The separation energy is the energy needed to open a crystal by a given distance across a flat cut, divided by the area of the cut. Here it comes from density functional calculations on Al3GaN4 in which the two sides of the cut are moved apart as rigid blocks. The traction is the slope of this energy, the pull per area that holds the blocks at that opening. The gap on mesh is the energy between the highest filled and the lowest empty electron level at the sampled k points.

Rigid opening of Al3GaN4 (space group Pm, 16-atom cell) along one (001) cut per cell, without relaxing the atoms. Calculated with Ansatz 0.2.0 using scalar-relativistic plane-wave PAW, PBEsol, no spin polarisation, a 420 eV cutoff, a Gamma-centred 5×7×2 k mesh and 0.05 eV Gaussian smearing. Energies are per area of the cut, relative to the cell at zero opening.

```
opening (Å)  separation energy (mJ/m²)  traction (GPa (slope of the separation energy))  gap on mesh (eV)
       -0.3                       1781                                           -149.5             3.643
      -0.15                        346                                            -51.8             3.586
          0                          0                                              0.0             3.478
       0.25                        519                                             34.1             3.214
        0.5                       1473                                             39.5             2.883
       0.75                       2414                                             34.9             2.489
          1                       3196                                             27.6             2.091
        1.5                       4228                                             14.5             1.509
          2                       4741                                              6.8             1.236
          3                       5085                                              1.4             1.084
        4.5                       5166                                              0.1             1.144
          6                       5176                                              0.0             1.187
```

The energy rises at every step of opening and then levels off, with no jump. The gap behaves differently. It narrows from row to row up to an opening of 3 Å and then widens again in the last two rows. The irregularity to be explained therefore lies in the gap, in a region where the energy is almost finished changing.

The smooth energy follows from how a bond gives way. A slightly stretched bond pulls back like a spring, so the traction first grows with the opening. Farther out the orbitals on the two sides overlap less and less, and overlap fades roughly exponentially with distance. The traction must therefore pass through a maximum and die away, which it does, with its largest value in the row at 0.5 Å.

The simplest traction with both features is proportional to d exp(−d/l), where d is the opening and l the length over which the bonding fades. Adding up the work from the closed crystal outwards gives the universal binding-energy relation:

E(d) = W [1 − (1 + d/l) exp(−d/l)]

Here E is the separation energy and W its final value. The slope of E is greatest at d = l, where it equals W/(e l), with e = 2.718. The length thus follows from two entries of the table, the last energy and the largest traction. Since 39.5 GPa is the same as 3950 mJ/m² per Å,

l = 5176 / (2.718 × 3950) = 0.482 Å

The row at 1 Å supplied neither of these two values. There d/l is 2.074 and the exponential is 0.1256, so that

E(1 Å) = 5176 × [1 − 3.074 × 0.1256] ≈ 3180 mJ/m²

The calculation gave 3196 mJ/m². Over the opened rows the form stays within 0.7 % of the final energy, as the printed output after this text shows. Its misses drift gently from too low at small openings to slightly too high at 2 to 4.5 Å, and no single row stands out. Because both anchors belong to the same curve, this agreement tests the shape of the curve and not its size.

Chemistry gives a reason for such a quiet separation. The cut breaks two bonds between metal and nitrogen in each cell area, at an average cost of 2.55 eV a bond. These bonds are polar, so when one breaks its electron pair can stay on nitrogen and leave the metal atom with an empty orbital. No electron has to be left unpaired, and the electrons can pass gradually from bonded to separated. The gap that remains in every row fits this picture, but the absence of magnetism cannot support it, because the calculation did not allow any.

The frozen atoms also help to keep the curve smooth. If they could move, the surface atoms would shift to new positions, the final energy would drop, and the crystal could snap from a stretched state to a separated one. That is where a break in the energy would be expected. For the same reason the peak of 39.5 GPa belongs to a rigid separation and is not the strength of a crystal whose atoms can move.

The smooth form does fail when the blocks are pushed together. At −0.3 Å it gives an energy 14 % below the computed one, a miss of 247 mJ/m², about seven times the largest among the opened rows. The shortest distance between atoms has dropped there by 0.27 Å, nearly the whole displacement, because the blocks are rigid and the bonds between them point almost straight across the cut. Filled electron shells then repel each other, and this repulsion generally grows over a shorter length than the one that governs the fading of a bond. Some of the miss has another origin, since the form is also a little too soft at 0.25 Å, where nothing is squeezed.

The gap responds to the cut in its own way because it depends on only two levels, while the energy collects the changes of all the electrons. In the closed crystal the filled bonding states and the empty antibonding states lie far apart. Stretching a bond weakens this splitting, so filled levels on nitrogen move up and empty levels on the metal atoms move down, into the gap of the bulk. By 3 Å the gap has fallen from 3.48 to 1.08 eV. Such surface states are the standard explanation for a fall of this kind, although no orbitals are available here to identify them.

At 3 Å the energy has reached 98 % of its final value, and the bonds are all but gone. If the gap depended only on the same fading overlap, it should narrow a little further and settle about as quickly as the energy does. Instead it rises by 0.060 eV from 3 to 4.5 Å and by another 0.043 eV from 4.5 to 6 Å.

The energy changes over the same two steps show how odd this is. They are 81 and 10 mJ/m², so the second is about eight times smaller than the first, whereas the second gap step is still more than two thirds of the first. Whatever moves the gap out there reaches much farther than the bonding. The fading overlap that makes the bonds is therefore a poor explanation for the late rise, even though it accounts well for the energy.

One possible cause is electrostatic. The two faces are unlike, one carrying aluminium and nitrogen and the other gallium and nitrogen, and the calculation repeats the slab endlessly with empty space in between. Unlike faces can set up an electric field across slab and vacuum, which weakens only slowly as the vacuum widens and would shift the levels of one face against those of the other. The gap would widen as the field fades if its highest filled and lowest empty levels sit on different faces and the field had pushed them towards each other. Another possible cause is overlap between the empty levels of the two faces. It would push the lowest of them down, so the gap would widen as this overlap fades. Such levels are expected to spread farther into the vacuum than the bonding orbitals, and the energy does not count them because they hold no electrons. Both causes remain guesses. The electric potential across the vacuum would show whether there is a field, and the orbitals of the two levels would show where they sit.

For practical use, the final energy is close to settled at 6 Å, though only for this slab thickness and for unrelaxed faces, and it is the cost of both faces together. The gap has not settled. Its last value should not be read as the gap of an isolated surface, all the more because PBEsol generally makes gaps too small. The k mesh adds a doubt of its own. Its odd divisions along two axes leave out points on the zone edge, so the true band edges, and with them the size of the late rise, may differ from the values on the mesh.

Printed output of the fit:

```
Smooth form against computed energy in mJ/m²:
    row  computed  smooth form  form less computed  miss in percent
   -0.3      1781         1534              -247.4           -13.89
  -0.15       346        309.2              -36.84           -10.65
    0.0         0            0                   0                0
   0.25       519        496.4              -22.63           -4.361
    0.5      1473         1439              -34.45           -2.339
   0.75      2414         2384              -29.52           -1.223
    1.0      3196         3177              -19.16          -0.5995
    1.5      4228         4228              0.3606         0.008529
    2.0      4741         4755               14.39           0.3034
    3.0      5085         5102               16.87           0.3318
    4.5      5166         5171               5.277           0.1022
    6.0      5176         5176             -0.2736        -0.005286
Length l of the smooth form in Å: 0.4821
Largest miss of the opened rows in mJ/m²: 34.45
Largest miss of the opened rows in percent of the final energy: 0.6655
Miss at -0.3 Å divided by the largest miss of the opened rows: 7.181
Shortening of the shortest distance at -0.3 Å in Å: 0.27
Share of the final energy reached at 1 Å in percent: 61.75
Share of the final energy reached at 2 Å in percent: 91.6
Share of the final energy reached at 3 Å in percent: 98.24
Final energy per cut bond in eV: 2.55
Fall of the gap from 0 to 3 Å in eV: 2.394
Rise of the gap from 3 to 6 Å in eV: 0.103
Rise of the gap from 3 to 4.5 Å in eV: 0.06
Rise of the gap from 4.5 to 6 Å in eV: 0.043
Gap step 3 to 4.5 Å divided by gap step 4.5 to 6 Å: 1.395
Energy step from 3 to 4.5 Å in mJ/m²: 81
Energy step from 4.5 to 6 Å in mJ/m²: 10
Energy step 3 to 4.5 Å divided by energy step 4.5 to 6 Å: 8.1
```
